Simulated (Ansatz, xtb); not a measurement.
Relative energy of two isomers of CH2P2

Structure a: `C1P=P1`, a singlet. Structure b: `C1=PP1`, a singlet. Both are isolated molecules in the gas phase, relaxed with PBE0-D3(BJ)/def2-SVP.

Energies in hartree; the thermal terms are from PBE0-D3(BJ)/def2-SVP harmonic frequencies (ideal gas, rigid rotor, one conformer each, 298.15 K, 1 atm) and include the zero-point energy:

```
                                a           b
E, CCSD(T)/def2-TZVPP  −721.011740  −720.989036
    zero-point energy     0.028618     0.025244
         H(298 K) − E     0.032950     0.029754
         G(298 K) − E     0.003119    −0.000998
```

**Question.** Work out ΔE, ΔE₀, ΔH and ΔG for a → b in kJ/mol (1 Eh = 2625.50 kJ/mol) and the equilibrium ratio [b]/[a].

**Answer.** 1. ΔE = −720.989036 − (−721.011740) = +0.022704 Eh = +59.61 kJ/mol.
2. ΔE₀ = ΔE + ΔZPE = +0.022704 + (−0.003374) Eh = +50.75 kJ/mol.
3. ΔH = ΔE + (−0.003196) Eh = +51.22 kJ/mol.
4. ΔG = ΔE + (−0.004117) Eh = +48.80 kJ/mol, so ΔS = (ΔH − ΔG)/T = +8.1 J/(mol K).
5. kT = 0.9442 mEh, so K = [b]/[a] = exp(−ΔG/kT) = exp(−19.69) ≈ 2.8 × 10^−9.

Structure a is favoured at this temperature. An error of 4 kJ/mol in ΔG would change K by a factor of 5. Mirror images and further conformers aren't counted.

As drawn, b has 1 C=P, 1 P–P, 1 P–H in place of 1 C–P, 1 P=P, 1 C–H.

Other levels gave ΔE = +61.4 (GFN2-xTB); +69.4 (HF/STO-3G, GFN2-xTB geometries); +65.1 (r2SCAN-D4/def2-SVP, GFN2-xTB geometries); +62.6 (PBE0-D3(BJ)/def2-SVP); +47.3 (HF/def2-TZVPP); +63.8 (MP2/def2-TZVPP) kJ/mol. The correlated steps freeze 11 core orbitals. Programs: Ansatz 0.2.0, xtb 6.7.1.

The isomer with the P=P bond and both hydrogens on carbon lies clearly lower, and every level listed agrees on the order. Both rings have the same σ framework of two C–P links and one P–P link, so the isomerisation essentially exchanges a C–H bond for a P–H bond and a P=P π bond for a C=P π bond. The π exchange by itself should favour b, since 2p–3p overlap generally gives a stronger π bond than 3p–3p overlap. The loss of the much stronger C–H bond evidently outweighs it, and the strain of an sp2 carbon in a three-membered ring probably adds to the cost.

Zero-point energy narrows the gap because P–H stretching and bending modes are softer than those of C–H; entropy contributes little. Hartree–Fock with the larger basis gives a smaller gap than CCSD(T), suggesting that correlation stabilises the P=P isomer more. The equilibrium ratio doesn't rule out b as an isolable species, which would depend on the barriers to hydrogen migration, ring opening and oligomerisation.
